Q: I have a SiGe crystal that was relaxed under a range of pressures. At -3 GPa, which is a pull from all sides, its volume grows by 4.15 %. Can I turn the sign round and use that number for a push of 3 GPa? That row is still hidden from me.

Wurtzite-type SiGe (P6_3mc, 4 atoms per cell), relaxed under hydrostatic pressure with its symmetry kept. Ansatz 0.2.0, plane-wave PAW, scalar-relativistic PBEsol, no spin polarisation, cutoff 420 eV, Gaussian smearing, Gamma-centred k mesh. Changes are relative to the cell relaxed at zero pressure (a = 3.901 Å, c = 6.443 Å, 21.22 Å³ per atom).

```
applied pressure (GPa)   k mesh  smearing width  volume change (%)  enthalpy change (eV/atom)  a change (%)  c change (%)  energy change (meV/atom)
                    -3  12×12×6         0.02 eV               4.15                     -0.405          1.36          1.37                       8.6
                     3  12×12×6         0.02 eV                  ?                          ?             ?             ?                         ?
                     8  12×12×6         0.01 eV              -7.89                      1.015         -2.76         -2.58                      38.8
                    15  12×12×6         0.01 eV             -12.79                      1.845         -4.57         -4.24                     112.4
                    30  12×12×6         0.01 eV             -20.27                      3.499         -7.50         -6.80                     330.2
                    60  12×12×8          0.1 eV             -29.73                      6.464        -11.94         -9.38                     878.9
```

A: Look first at what compression costs in the other rows. Divide the pressure by the percentage of volume it removes. At 8 GPa each percent has cost about 1 GPa, and at 60 GPa about 2 GPa. What does that tell you about the crystal as a spring?

Q: That it gets stiffer as it is squeezed. And at -3 GPa a percent costs only 0.7 GPa, so it gets softer when it is pulled. Where does that come from?

A: From the shape of the energy curve, and this part is standard theory of bonding. Push two bonded atoms together and the repulsion between their electron clouds rises steeply. Pull them apart and the attraction fades gently. The energy plotted against volume is therefore a lopsided valley, with a steep wall on the small side and a shallow slope on the large side.

Pressure is the downhill slope of that curve, so a given load moves the crystal to the point where the slope matches it. On the steep wall that point lies close to the bottom of the valley. On the shallow side it lies further away. Equal and opposite loads thus give unequal changes of volume.

Q: So the push should shrink the crystal by less than 4.15 %. How much less?

A: For that we need the stiffness as a function of pressure. The bulk modulus B is the pressure needed per fractional loss of volume, for a small step. The simplest stiffening spring lets it grow in a straight line, from B₀ at zero pressure with a slope B′:

B = −V dP/dV = B₀ + B′P

Separate V and P, integrate from zero pressure, where the volume is V₀, and you get Murnaghan's equation:

V/V₀ = (1 + B′P/B₀)^(−1/B′)

I fitted the two constants to the rows at -3, 8 and 15 GPa. The rows at 30 and 60 GPa stayed out, because a constant B′ is an assumption for modest compression. The result is B₀ ≈ 81 GPa and B′ ≈ 4.3. With three rows the two constants can trade against each other, so don't read B′ as a precise property of SiGe. Both constants also belong to a crystal at zero temperature without zero-point motion, and the PBEsol runs used PAW datasets made for another functional, PBE, which may shift them too.

Q: Let me work out 3 GPa, then. B′P/B₀ is 4.28 × 3/80.8 = 0.159. The logarithm of 1 plus that is 0.1475, and divided by 4.28 it gives 0.0345. So V/V₀ = exp(−0.0345) = 0.966, a loss of 3.4 %.

A: Good, and that row took no part in the fit. I would put the error bar at 0.1 points, since that is about how far the model misses a fitted row when the row is left out. Now, does the crystal store more energy under the pull or under the push?

Q: Under the push, surely? Squeezing it is harder.

A: It is harder for a given distance, but here the load is given. The stored energy is roughly half the final load times the change in volume. With equal loads, the side that moves further stores more, and that is the soft side. Integrating the pressure over the volume in our model gives 6.5 ± 0.5 meV per atom at 3 GPa, below the 8.6 found at -3 GPa.

Q: The enthalpy change is far larger than that. Is it a different kind of energy?

A: It adds the product of pressure and volume, which accounts for the room the crystal takes up against the load:

H = E + PV

At 3 GPa an atom occupies 0.966 × 21.22 = 20.5 Å³. One eV/Å³ is 160.2 GPa, so PV is 3 × 20.5/160.2 = 0.384 eV. With the stored energy added, the forecast is 0.390 ± 0.002 eV per atom.

Q: And the shape? The cell has a long axis c and a shorter one a.

A: Up to 15 GPa the two shrink by nearly the same fraction, with c holding out slightly better under compression. I interpolated the change of their ratio per GPa between the neighbouring rows. That gives −1.15 ± 0.05 % for a and −1.12 ± 0.05 % for c. The neighbouring rows disagree about the order: c yields slightly more than a at -3 GPa and slightly less at 8 GPa. So I won't claim to know which axis shrinks more.

Q: Then let's see the row.

The withheld rows as computed:

```
applied pressure (GPa)   k mesh  smearing width  volume change (%)  enthalpy change (eV/atom)  a change (%)  c change (%)  energy change (meV/atom)
                     3  12×12×6         0.02 eV              -3.38                      0.391         -1.15         -1.11                       6.5
```

Q: The volume falls by 3.38 %. Everything is inside its range!

A: Yes, but the hits are not worth the same. Take the enthalpy. Had you used the mirror image of the pull, PV would have been 3 × 21.22 × 0.9585/160.2 = 0.381 eV. With the mirrored 8.6 meV added, that makes about 0.39 eV, which also lies inside our range. At low pressure the enthalpy is mostly the load times the starting volume, so it hardly notices how the spring behaves.

The volume is the real test. The mirror image would have given a loss of 4.15 %, and scaling the 8 GPa row down in proportion would have given 2.96 %. Both assume a constant stiffness, and they miss on opposite sides. The first borrows the stiffness of a stretched crystal, the second that of a strongly squeezed one.

Both axes fell inside their ranges too. The a axis shrank slightly more than c, an order that the forecast had left open. Keep in mind that 3 GPa lies between fitted rows. The hit shows that the model interpolates well, which is less than showing that it extrapolates.

Q: Could I guess the difference between push and pull for another crystal without doing the whole integral?

A: Expand Murnaghan's equation for small pressure:

V/V₀ ≈ 1 − P/B₀ + ½(1 + B′)(P/B₀)²

The middle term changes sign with the load, and the last one does not. Swelling therefore exceeds shrinkage by (1 + B′)(P/B₀)². Here that is 5.28 × (3/80.8)² = 0.0073, or 0.7 points of volume, and the table gives 4.15 − 3.38 = 0.77.

Within this model, halving the load cuts the difference to a quarter. So does doubling the stiffness at the same B′. For a small load on a stiff crystal you may treat push and pull as mirror images. For a soft crystal, or a load that is several percent of B₀, you should not.

Q: Does the same formula carry me to 60 GPa?

A: Not well. Murnaghan's equation predicts a loss of 28.4 % there, while the calculation gives 29.7 %. The computed curve keeps stiffening, but more slowly than a straight line in pressure. The Birch–Murnaghan equation, which builds the energy from powers of the strain, lets B′ fall under compression. With the same two constants and no new fit, it assigns the computed volume at 60 GPa a pressure of 61 GPa, where Murnaghan's form asks for 67. The printed output below compares both forms row by row.

Q: So the crystal survives 60 GPa without collapsing?

A: The calculation was never free to let it change into just any other structure. Each relaxation kept the symmetry of the start, and no competing phase was computed. Silicon and germanium themselves give up their fourfold-bonded structure at roughly 10 GPa, a recalled figure. Read the upper rows as the compression of a crystal that keeps the symmetry of wurtzite. It need not be the stable form there, and even at zero pressure silicon and germanium prefer the cubic diamond structure. The rising enthalpy doesn't settle the matter either, because stability depends on the enthalpy of the rival phase at the same pressure.

Q: One thing still bothers me. If the volume is so smooth, why does the shape change so much at the end? The ratio c/a has grown by 0.8 % at 30 GPa and by 2.9 % at 60 GPa.

A: The table alone doesn't say, but further output of the same runs shows that the electrons do change their state. The gap between filled and empty bands shrinks from 0.29 eV at 3 GPa to 0.09 eV at 15 GPa. At 30 GPa the bands overlap by 0.12 eV and at 60 GPa by 0.96 eV, so the calculated crystal has become a metal. PBEsol tends to make gaps too small, so a real crystal held in this structure would be expected to turn metallic at a higher pressure.

Such an overlap moves electrons from bonding into antibonding states, which can be expected to weaken the bonds' hold on the shape. Whether this causes the jump in c/a is not shown, and bond lengths aren't listed. The k mesh and the smearing also change in the 60 GPa row. The runs themselves raised no warnings, but the data makers' tests on other systems suggest two cautions: up to 15 GPa a band crossing between the sampled k points could be missed, and at 30 GPa the smearing is narrow for a metal. I would repeat 30 GPa with the settings of the 60 GPa row and then compare the bond lengths of the two. Does the c axis still hold out when only the pressure has changed?

Output of the analysis:

```
fit of lnv on 3 rows (applied_pressure < 20): coefficient of log(1 + s*applied_pressure) -0.2336 +/- 0.00068, s 0.053; rms 0.000276, worst 8 -0.000394, leave-one-out rms 0.00101
  rows outside the fit (model, value, miss): 3 -0.03447, -0.03438, -8.93e-05; 30 -0.2223, -0.2265, 0.00419; 60 -0.3342, -0.3528, 0.0187
Model and parts:
  row  model volume change %  GPa per % of volume  Murnaghan pressure GPa  Birch-Murnaghan pressure GPa  model energy meV    PV eV  E+PV eV  c/a change %
   -3                  4.129               0.7229                  -3.014                         -3.01             8.494  -0.4138  -0.4052      0.009866
    3                 -3.389               0.8876                   2.992                         2.989             6.528   0.3839   0.3904       0.04047
    8                 -7.926                1.014                   7.955                         7.917             38.95    0.976    1.015        0.1851
   15                 -12.77                1.173                   15.03                         14.83             111.7    1.733    1.845        0.3458
   30                 -19.94                 1.48                   30.88                         29.79             319.8    3.168    3.498        0.7568
   60                 -28.41                2.018                   66.56                         61.06             808.1    5.584    6.463         2.907
Fitted bulk modulus at zero pressure, GPa: 80.76
Fitted pressure derivative B': 4.28
Model bulk modulus at -3 GPa, GPa: 67.92
Model bulk modulus at 3 GPa, GPa: 93.6
Volume at 3 GPa if mirrored from -3 GPa, %: -4.15
Volume at 3 GPa if scaled down from 8 GPa, %: -2.959
Volume at 3 GPa, forecast less computed, points: -0.008625
Energy at 3 GPa, forecast less computed, meV/atom: 0.02792
Enthalpy forecast at 3 GPa, eV/atom: 0.3904
Enthalpy at 3 GPa, forecast less computed, eV/atom: -0.0006018
Forecast a change at 3 GPa, %: -1.154
Forecast c change at 3 GPa, %: -1.121
a at 3 GPa, forecast less computed, points: -0.003533
c at 3 GPa, forecast less computed, points: -0.01057
Volume at 30 GPa, model less computed, points: 0.3347
Volume at 60 GPa, model less computed, points: 1.324
PV share of enthalpy change at 60 GPa, %: 86.39
```
